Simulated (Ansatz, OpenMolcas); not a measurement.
**How methods differ on CH2FNOSi (SMILES O=C=N[SiH2]F)**

CH2FNOSi has 7 atoms, charge 0, and is taken as a singlet. As SMILES, `O=C=N[SiH2]F`. Geometry: relaxed at PBE0-D4/def2-TZVP. This is one conformer, not always the lowest.

```xyz
7

O    -0.5738   -2.9080   -0.5520
C    -0.3069   -1.8169   -0.2561
N    -0.0190   -0.7062    0.0761
Si    0.2121    0.9683    0.1889
F    -0.4202    1.6710   -1.0910
H    -0.4903    1.4703    1.3848
H     1.6593    1.2536    0.2037
```

Quantity: the energy change with the O1–C2 bond stretched from 1.162 to 1.742 Å, in eV. The values are calculated.

```json
{"level": "BLYP/cc-pVDZ (restricted)", "kind": "GGA", "program": "Ansatz", "value (eV)": "4.44", "less CCSD(T)/cc-pVDZ": "-0.22", "CPU time (all runs)": "11 s"}
{"level": "PBE/cc-pVDZ (restricted)", "kind": "GGA", "program": "OpenMolcas", "value (eV)": "4.72", "less CCSD(T)/cc-pVDZ": "+0.06", "CPU time (all runs)": "73 s"}
{"level": "B3LYP/cc-pVDZ (restricted)", "kind": "global hybrid", "program": "Ansatz", "value (eV)": "4.90", "less CCSD(T)/cc-pVDZ": "+0.24", "CPU time (all runs)": "15 s"}
{"level": "M06-2X/cc-pVDZ (restricted)", "kind": "hybrid meta-GGA", "program": "OpenMolcas", "value (eV)": "5.21", "less CCSD(T)/cc-pVDZ": "+0.55", "CPU time (all runs)": "90 s"}
{"level": "CAM-B3LYP/cc-pVDZ (restricted)", "kind": "range-separated hybrid", "program": "Ansatz", "value (eV)": "5.13", "less CCSD(T)/cc-pVDZ": "+0.47", "CPU time (all runs)": "17 s"}
{"level": "wB97X/cc-pVDZ (restricted)", "kind": "range-separated hybrid", "program": "Ansatz", "value (eV)": "5.21", "less CCSD(T)/cc-pVDZ": "+0.55", "CPU time (all runs)": "60 s"}
{"level": "MP2/cc-pVDZ (restricted)", "kind": "perturbation theory", "program": "Ansatz", "value (eV)": "5.53", "less CCSD(T)/cc-pVDZ": "+0.87", "CPU time (all runs)": "6.3 s"}
{"level": "CCSD(T)/cc-pVDZ (restricted)", "kind": "coupled cluster or CI", "program": "Ansatz", "value (eV)": "4.66", "less CCSD(T)/cc-pVDZ": "0.00", "CPU time (all runs)": "45 s"}
```

CCSD(T)/cc-pVDZ (restricted) is the highest level here, not the true value. Its T1 diagnostic reaches 0.037, a sign that one reference may not serve. The first shape isn't each level's own minimum. The values span 4.44 to 5.53 eV. Times are those of the runs behind each value, whatever else they computed, on shared processors of several kinds: orders of magnitude only.

Stretching the terminal C–O bond of the isocyanate group costs several eV at every level, as expected for a strong multiple bond in which both σ and π overlap are lost. As the bond lengthens, the gap between bonding and antibonding orbitals narrows, and configurations that matter little near equilibrium gain weight. All four hybrids lie above both GGAs, and MP2 lies highest at 5.53 eV, probably because exact exchange in a restricted determinant penalises the stretched bond, while semilocal exchange mimics part of the missing static correlation and second order recovers too little of it.

The functional family isn't the whole story, since BLYP and PBE fall on opposite sides of CCSD(T). PBE's small deviation of +0.06 eV therefore suggests a favourable balance of errors rather than a sound description of the weakened bond, and it doesn't establish PBE as the better choice for other bonds or elongations. A single partial stretch also fixes neither the dissociation energy nor the harmonic force constant.
